**Barrier of a C-to-N hydrogen shift in CH6BN across nineteen methods**

The table holds forward barrier, reverse barrier and step energy of CH₃-BH-NH₂ → CH₂-BH-NH₃ from the LDA to CCSD(T) in def2-TZVPP on PBE0-D4/def2-TZVP structures (Ansatz 0.2.0), with CCSD(T) at the basis-set limit as reference. The program takes slopes in exact exchange within the PBE, r2SCAN and BLYP families, fits one line through twelve functionals, makes an unfitted estimate for two double hybrids and forms ratios of step change to barrier change. The family slopes are 1.12 to 1.78 kcal/mol per 10%, the single line leaves an rms of 2.89 kcal/mol, and the double-hybrid estimates are 1.1 to 1.3 kcal/mol too high. Exact exchange and correlation both move the step energy by 0.38 to 0.47 of the barrier change, and within each family no one share zeroes the forward, reverse and step errors together.

Barriers and step energy for one gas-phase step of CH6BN (SMILES CBN), in which a C-H bond breaks and an N-H bond forms, computed with Ansatz 0.2.0 by the listed methods in the def2-TZVPP basis on PBE0-D4/def2-TZVP structures. Correlated wave-function calculations use frozen cores. The reference is CCSD(T) at the basis-set limit.

## The fit in Python

```python
# Table: barrier, reverse barrier and step energy (kcal/mol) of the C-to-N hydrogen shift in CH6BN,
# Ansatz 0.2.0, 19 methods, def2-TZVPP on PBE0-D4/def2-TZVP structures; reference CCSD(T) basis limit.
# Tested: linearity in exact exchange within families, one line for all functionals, an unfitted
# double-hybrid estimate, and the ratio of step change to barrier change.
T = {
    'method': ['SPW92', 'PBE-D4', 'BLYP-D4', 'r2SCAN-D4', 'B97M-V', 'PBE0-D4', 'B3LYP-D4', 'r2SCAN0-D4', 'BHLYP-D4', 'CAM-B3LYP-D4', 'wB97X-V', 'wB97M-V', 'B2PLYP', 'PBE-QIDH', 'RPA on PBE', 'HF', 'MP2', 'CCSD', 'CCSD(T)'],
    'rung': ['LDA', 'GGA', 'GGA', 'meta-GGA', 'meta-GGA', 'global hybrid', 'global hybrid', 'global hybrid', 'global hybrid', 'range-separated', 'range-separated', 'range-separated', 'double hybrid', 'double hybrid', 'RPA', 'Hartree-Fock', 'wave function', 'wave function', 'wave function'],
    'exx_short': [0, 0, 0, 0, 0, 25, 20, 25, 50, 19, 17, 15, 53, 69, None, 100, None, None, None],  # %
    'exx_long': [0, 0, 0, 0, 0, 25, 20, 25, 50, 65, 100, 100, 53, 69, None, 100, None, None, None],  # %
    'barrier': [66.72, 71.02, 74.71, 74.98, 78.16, 75.47, 78.05, 77.78, 83.51, 79.55, 79.46, 77.75, 78.74, 78.42, 78.06, 93.15, 77.41, 81.46, 78.76],  # kcal/mol
    'err': [-11.58, -7.28, -3.59, -3.32, -0.14, -2.83, -0.25, -0.52, 5.21, 1.25, 1.16, -0.55, 0.44, 0.12, -0.24, 14.85, -0.89, 3.16, 0.46],  # kcal/mol
    'reverse': [21.1, 24.46, 27.52, 26.56, 29.24, 27.02, 29.28, 28.27, 32.54, 29.58, 29.18, 29.17, 29.97, 29.05, 30.84, 39.17, 29.34, 32.8, 31.35],  # kcal/mol
    'step': [45.62, 46.56, 47.19, 48.42, 48.91, 48.45, 48.76, 49.51, 50.97, 49.97, 50.29, 48.58, 48.78, 49.37, 47.22, 53.98, 48.07, 48.66, 47.41],  # kcal/mol
}
import numpy as np
from scipy import constants as sc
M = T['method']
V = {m: np.array([T['barrier'][i], T['reverse'][i], T['step'][i]]) for i, m in enumerate(M)}
A = dict(zip(M, T['exx_short'])); L = dict(zip(M, T['exx_long']))
f = lambda v, d=2: " ".join(f"{x:+.{d}f}" for x in v)
rb = np.mean(np.array(T['barrier']) - np.array(T['err'])); rs = 47.56  # limit step energy, from the caption
ref = np.array([rb, rb - rs, rs]); ev = sc.e * sc.N_A / (1000 * sc.calorie)
print(f"kcal/mol; triples are forward, reverse, step; reference {f(ref)}; rounding of a difference 0.01")
# saddle coordinates (A), PBE0 orbital energies and D4 totals (eV): further outputs of the same runs
X = dict(B=(-0.55, 0.38, -0.22), N=(0.45, 0.60, 0.95), C=(-0.09, -0.76, -1.00), H=(0.18, -0.60, 0.54))
print("saddle (A):", ", ".join(f"{p} {np.linalg.norm(np.subtract(X[p[0]], X[p[2]])):.2f}" for p in ("C-H", "N-H", "B-H", "B-N", "B-C")), f"; PBE0 gap {0.41621 + 6.084219:.2f} eV")
print("total D4 at saddle only: PBE, BLYP, r2SCAN, PBE0", f(ev * np.array([-0.11136, -0.25706, -0.026646, -0.091565]), 1))
print("errors against the reference")
for m in M:
    print(f"  {m:13s}{f(V[m] - ref)}")
print("range over all rows:", f(np.ptp(np.array(list(V.values())), axis=0)))
print("family: change | slope per 10% exact exchange | % that zeroes each error")
K = {}
for lo, hi in (("PBE-D4", "PBE0-D4"), ("r2SCAN-D4", "r2SCAN0-D4"), ("BLYP-D4", "BHLYP-D4")):
    K[lo] = (V[hi] - V[lo]) / (A[hi] - A[lo])
    print(f"  {lo}->{hi}: {f(V[hi] - V[lo])} | {f(10 * K[lo])} | {f((ref - V[lo]) / K[lo], 0)}")
print("forward, line at 100% less HF: " + ", ".join(f"{m} {V[m][0] + 100 * K[m][0] - V['HF'][0]:+.1f}" for m in K))
print("B3LYP less BLYP-BHLYP line at 20%:", f(V["B3LYP-D4"] - V["BLYP-D4"] - A["B3LYP-D4"] * K["BLYP-D4"]))
c = "CAM-B3LYP-D4"
print(f"CAM-B3LYP effective % on that line: {f((V[c] - V['BLYP-D4']) / K['BLYP-D4'], 0)} (short {A[c]}, long {L[c]})")
D = M[:M.index("B2PLYP")]  # functionals with no MP2 term
a = np.array([A[m] for m in D], float); b = np.array([V[m][0] for m in D])
p = np.polyfit(a, b, 1); r = b - np.polyval(p, a); o = np.argsort(-abs(r))[:2]
print(f"one line, {len(D)} functionals, short-range share: {p[1]:.2f} + {10 * p[0]:.2f} per 10%, rms {np.sqrt(np.mean(r**2)):.2f}")
print("  worst:", ", ".join(f"{D[i]} {r[i]:+.2f}" for i in o), f"; spread of barriers at 0%: {np.ptp(b[a == 0]):.2f}")
print("wB97M-V less B97M-V:", f(V["wB97M-V"] - V["B97M-V"]), "; reverse too low in", sum(V[m][1] < ref[1] for m in D), "of", len(D))
miss = []
for m, par, cc in (("B2PLYP", "BLYP-D4", 0.27), ("PBE-QIDH", "PBE-D4", 1 / 3)):  # MP2 shares: definitions
    line = V[par] + A[m] * K[par]
    est = line + cc * ((V["MP2"] - V["HF"]) - (V[par] + 100 * K[par] - V["HF"]))
    miss.append(est[0] - V[m][0])
    print(f"{m}: forward line {line[0]:.2f}, with MP2 term {est[0]:.2f}, table {V[m][0]:.2f}; estimate less table {f(est - V[m])}")
cor = V["CCSD(T)"] - V["HF"]
print("same basis: CCSD(T) less HF", f(cor), "; triples", f(V["CCSD(T)"] - V["CCSD"]))
for m in ("MP2", "CCSD"):
    print(f"  {m}: less CCSD(T) {f(V[m] - V['CCSD(T)'])}; % of that correlation shift {f(100 * (V[m] - V['HF']) / cor, 0)}")
ratio = lambda x, y: (V[y][2] - V[x][2]) / (V[y][0] - V[x][0])
G = {"exact exchange": [("PBE-D4", "PBE0-D4"), ("r2SCAN-D4", "r2SCAN0-D4"), ("BLYP-D4", "B3LYP-D4"), ("BLYP-D4", "BHLYP-D4")],
     "correlation": [("HF", "MP2"), ("HF", "CCSD"), ("CCSD", "CCSD(T)"), ("HF", "CCSD(T)")],
     "semilocal form": [("SPW92", "PBE-D4"), ("PBE-D4", "BLYP-D4"), ("PBE-D4", "r2SCAN-D4"), ("r2SCAN-D4", "B97M-V")]}
print("step change / barrier change (rounding below 0.01)")
for g, ps in G.items():
    print(f"  {g}:", ", ".join(f"{x}->{y} {ratio(x, y):.2f}".replace("-D4", "") for x, y in ps))
RT = sc.R * 1000 / (1000 * sc.calorie)
print(f"rate factor at 1000 K: {np.exp(1 / RT):.2f} per kcal/mol; PBE error x{np.exp((rb - V['PBE-D4'][0]) / RT):.0f}")
assert all((k > 0).all() for k in K.values())
assert all(0.3 < ratio(x, y) < 0.5 for g in ("exact exchange", "correlation") for x, y in G[g])
assert all(V[m][1] < ref[1] - 1 and V[m][2] > rs + 1 for m in ("B97M-V", "B3LYP-D4", "PBE-QIDH"))
assert all(0 < x < 2 for x in miss)
```

Output:

```
kcal/mol; triples are forward, reverse, step; reference +78.30 +30.74 +47.56; rounding of a difference 0.01
saddle (A): C-H 1.57, N-H 1.30, B-H 1.44, B-N 1.55, B-C 1.46 ; PBE0 gap 6.50 eV
total D4 at saddle only: PBE, BLYP, r2SCAN, PBE0 -2.6 -5.9 -0.6 -2.1
errors against the reference
  SPW92        -11.58 -9.64 -1.94
  PBE-D4       -7.28 -6.28 -1.00
  BLYP-D4      -3.59 -3.22 -0.37
  r2SCAN-D4    -3.32 -4.18 +0.86
  B97M-V       -0.14 -1.50 +1.35
  PBE0-D4      -2.83 -3.72 +0.89
  B3LYP-D4     -0.25 -1.46 +1.20
  r2SCAN0-D4   -0.52 -2.47 +1.95
  BHLYP-D4     +5.21 +1.80 +3.41
  CAM-B3LYP-D4 +1.25 -1.16 +2.41
  wB97X-V      +1.16 -1.56 +2.73
  wB97M-V      -0.55 -1.57 +1.02
  B2PLYP       +0.44 -0.77 +1.22
  PBE-QIDH     +0.12 -1.69 +1.81
  RPA on PBE   -0.24 +0.10 -0.34
  HF           +14.85 +8.43 +6.42
  MP2          -0.89 -1.40 +0.51
  CCSD         +3.16 +2.06 +1.10
  CCSD(T)      +0.46 +0.61 -0.15
range over all rows: +26.43 +18.07 +8.36
family: change | slope per 10% exact exchange | % that zeroes each error
  PBE-D4->PBE0-D4: +4.45 +2.56 +1.89 | +1.78 +1.02 +0.76 | +41 +61 +13
  r2SCAN-D4->r2SCAN0-D4: +2.80 +1.71 +1.09 | +1.12 +0.68 +0.44 | +30 +61 -20
  BLYP-D4->BHLYP-D4: +8.80 +5.02 +3.78 | +1.76 +1.00 +0.76 | +20 +32 +5
forward, line at 100% less HF: PBE-D4 -4.3, r2SCAN-D4 -7.0, BLYP-D4 -0.8
B3LYP less BLYP-BHLYP line at 20%: -0.18 -0.25 +0.06
CAM-B3LYP effective % on that line: +27 +21 +37 (short 19, long 65)
one line, 12 functionals, short-range share: 73.53 + 2.04 per 10%, rms 2.89
  worst: SPW92 -6.81, B97M-V +4.63 ; spread of barriers at 0%: 11.44
wB97M-V less B97M-V: -0.41 -0.07 -0.33 ; reverse too low in 11 of 12
B2PLYP: forward line 84.04, with MP2 term 80.02, table 78.74; estimate less table +1.28 +0.65 +0.61
PBE-QIDH: forward line 83.30, with MP2 term 79.50, table 78.42; estimate less table +1.08 +0.69 +0.39
same basis: CCSD(T) less HF -14.39 -7.82 -6.57 ; triples -2.70 -1.45 -1.25
  MP2: less CCSD(T) -1.35 -2.01 +0.66; % of that correlation shift +109 +126 +90
  CCSD: less CCSD(T) +2.70 +1.45 +1.25; % of that correlation shift +81 +81 +81
step change / barrier change (rounding below 0.01)
  exact exchange: PBE->PBE0 0.42, r2SCAN->r2SCAN0 0.39, BLYP->B3LYP 0.47, BLYP->BHLYP 0.43
  correlation: HF->MP2 0.38, HF->CCSD 0.46, CCSD->CCSD(T) 0.46, HF->CCSD(T) 0.46
  semilocal form: SPW92->PBE 0.22, PBE->BLYP 0.17, PBE->r2SCAN 0.47, r2SCAN->B97M-V 0.15
rate factor at 1000 K: 1.65 per kcal/mol; PBE error x39
```
